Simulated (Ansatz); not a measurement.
From the elastic tensor of Ta at 22 GPa (stress–strain coefficients) to moduli and sound speeds

Method: DFT LDA, scalar-relativistic, plane waves, PAW in Ansatz. Cutoff 420 eV, 20×20×20 k-points (Γ-centred), Fermi-Dirac smearing of 0.15 eV. No spin polarisation.

It takes space group Im-3m (No. 229, cubic). The conventional cell has a = 3.163 Å, b = 3.163 Å, c = 3.163 Å, α = 90.00°, β = 90.00°, γ = 90.00°. Ta (site symmetry m-3m) has 8 Ta at 2.74 Å as nearest neighbours.

In a metal, frequencies and elastic constants depend on the k mesh and the smearing, soft modes and shear constants most. Spin–orbit coupling is left out, which can shift energies with elements as heavy as these. Other phases may be more stable at this pressure.

Relaxed-ion constants (GPa, on the Cartesian axes of the calculation):
C11 = 399.0, C12 = 241.7, C13 = 241.7, C22 = 399.0, C23 = 241.7, C33 = 399.0, C44 = 82.7, C55 = 82.7, C66 = 82.7 GPa; the others vanish.

Density 18.990 g/cm³; 1 atom in 15.82 Å³.

The values that follow are for a polycrystal of randomly turned grains, by Hill's mean where one number stands.

With S = C⁻¹: B_V = (C11+C22+C33+2(C12+C13+C23))/9, G_V = (C11+C22+C33−C12−C13−C23+3(C44+C55+C66))/15, 1/B_R = S11+S22+S33+2(S12+S13+S23), 15/G_R = 4(S11+S22+S33−S12−S13−S23)+3(S44+S55+S66); Hill is their mean. Then v_l = √((B+4G/3)/ρ), v_t = √(G/ρ), v_m = [(2/v_t³+1/v_l³)/3]^(−1/3) and Θ = (ħ/k_B)·v_m·(6π²n/V)^(1/3) for n atoms in the volume V; E = 9BG/(3B+G), ν = (3B−2G)/(2(3B+G)) and A^U = 5G_V/G_R + B_V/B_R − 6.

* Bulk modulus, Voigt / Reuss / Hill: 294.1 / 294.1 / 294.1 GPa
* Shear modulus, Voigt / Reuss / Hill: 81.1 / 81.1 / 81.1 GPa
* Young's modulus: 223 GPa
* Poisson ratio: 0.374
* Pugh ratio B/G: 3.63
* Universal anisotropy index: 0.00
* Longitudinal and transverse sound speeds: 4602 and 2066 m/s
* Debye temperature from the mean sound speed: 276 K

Cost: 1 run of about 0.92 core-minutes, on Intel Xeon Platinum 8488C (Sapphire Rapids) (shared hosts).

Compressed tantalum resists volume change far more strongly than shear, with a bulk modulus of 294.1 GPa against a shear modulus of 81.1 GPa. Partly filled, largely bonding 5d bands give the cohesion and stiffness against compression. The low C44 probably reflects the Fermi-surface contribution that softens this shear in group 5 bcc metals. C12 exceeds C44 by much more than the applied pressure would produce with purely central forces, so many-body metallic bonding matters. The high Pugh ratio is consistent with ductility but does not establish it, since dislocation motion and fracture are not treated.

The nearly isotropic elasticity differs from ambient tantalum, where C44 clearly exceeds the tetragonal shear constant. Compression may stiffen the latter faster, but an underestimated C44 would have the same effect, and a single pressure cannot separate the two. The constants satisfy the cubic criteria for stability against small homogeneous strains, which does not exclude phonon instabilities at finite wavevector.
